Question

I model a monatomic Au chain with one 6s orbital per atom, and neighbouring orbitals overlap. How do the band and the fermion operators change, where do the extra hoppings come from, and how much does this depend on stretching?

Answer

Take real normalised orbitals φ_n, spacing a, with H_nn = α, H_n,n±1 = β, S_n,n±1 = s and 0 < s < 1/2. Bloch sums diagonalise H and S together:

E(k) = (α + 2β cos ka)/(1 + 2s cos ka) = α + (t/s)[1 − 1/(1 + 2s cos ka)], t = β − αs.

A shift of the energy zero, H → H + λS, changes β but not t, so t is the physical hopping.

Dual orbitals. If a†_n creates φ_n, then {a_m, a†_n} = S_mn. The operators b_n = Σ_m (S⁻¹)_nm a_m obey {b_m, a†_n} = δ_mn and annihilate the dual orbitals Σ_m φ_m (S⁻¹)_mn. The elements of S⁻¹ are the Fourier coefficients of 1/(1 + 2s cos ka). With D = √(1 − 4s²) and q = (1 − D)/(2s), one has 1 + 2s cos ka = (s/q)|1 + q exp(ika)|², and two geometric series give

(S⁻¹)_0n = (−q)^|n| / D.

Induced hopping. The Löwdin operators c = S^(−1/2) a anticommute canonically and carry the matrix S^(−1/2) H S^(−1/2), whose elements are the Fourier coefficients of E(k). From the second form of E(k), for n ≥ 1,

t_n = −(t/s)(−q)^n / D,

so t₁ = t(1 + 3s² + …), t₂ = −st(1 + 4s² + …), and exactly t_(n+1)/t_n = −q. To leading order t₁ = β − αs and t₂ = −s t₁.

Inputs. I take typical extended-Hückel values: a 6s Slater function with ζ = 2.602 bohr⁻¹, α = −10.92 eV from vacuum, and β = Kαs with K = 1.75, so t/s = (K − 1)α = −8.19 eV. With p = ζa,

s = p¹³/(2·12!) ∫₁^∞ dξ exp(−pξ) ∫₋₁¹ (ξ² − η²)⁶ dη.

The spacings run from a short chain bond to a stretched one. Energies are in eV, computed from the rounded s. The band edges E − α are 2t/(1 + 2s) at k = 0 and −2t/(1 − 2s) at k = π/a.

a/Å | s | q | 1/D | t | t₁ | −st | t₂ | bottom | top
2.5 | 0.234 | 0.248 | 1.13 | −1.92 | −2.30 | 0.45 | 0.57 | −2.61 | 7.20
2.7 | 0.181 | 0.187 | 1.07 | −1.48 | −1.65 | 0.27 | 0.31 | −2.18 | 4.65
2.9 | 0.136 | 0.139 | 1.04 | −1.11 | −1.18 | 0.15 | 0.16 | −1.75 | 3.06

Trend. With one electron per atom k_F = π/2a, where cos ka = 0, so E_F = α and ħv_F = 2|t|a: at fixed t, overlap leaves both alone. It acts at the edges. The denominator is the norm of the Bloch sum, large for the bonding state and small for the antibonding one, so top/|bottom| = (1 + 2s)/(1 − 2s), which falls from 2.76 to 1.75 on stretching. In the orthogonal basis this asymmetry is carried by the even hoppings and the on-site shift (t/s)(1 − 1/D); t₂ has the opposite sign to t₁. Since t ∝ s here, t₂ scales roughly as s² and fades faster than t₁. The dual orbitals contract in step, their coefficients falling by a factor q per site. The leading form t falls short of t₁ by 17% at 2.5 Å and by 6% at 2.9 Å.

Limits. A direct second-neighbour overlap s₂ turns the leading t₂ into (K − 1)α(s₂ − s²). At 2.5 Å the same integral gives s₂ = 0.0014 against s² = 0.055, though a single Slater function has a short tail and probably underestimates s₂.

All these energies are the model's. The omitted 5d bands typically reach to within about 1 eV of E_F, inside the occupied half of the model band, and 5d_z² mixes with 6s, so the bottoms are not those of a real chain. Above the d bands the Au sp band is typically nearly free-electron-like; a parabola puts the zone edge 3ħ²k_F²/2m above E_F, 4.5 eV at 2.5 Å and 3.4 eV at 2.9 Å. By that yardstick the model's top, which lacks 6p_z, is about 60% too high for the short bond and of the right size for the stretched one.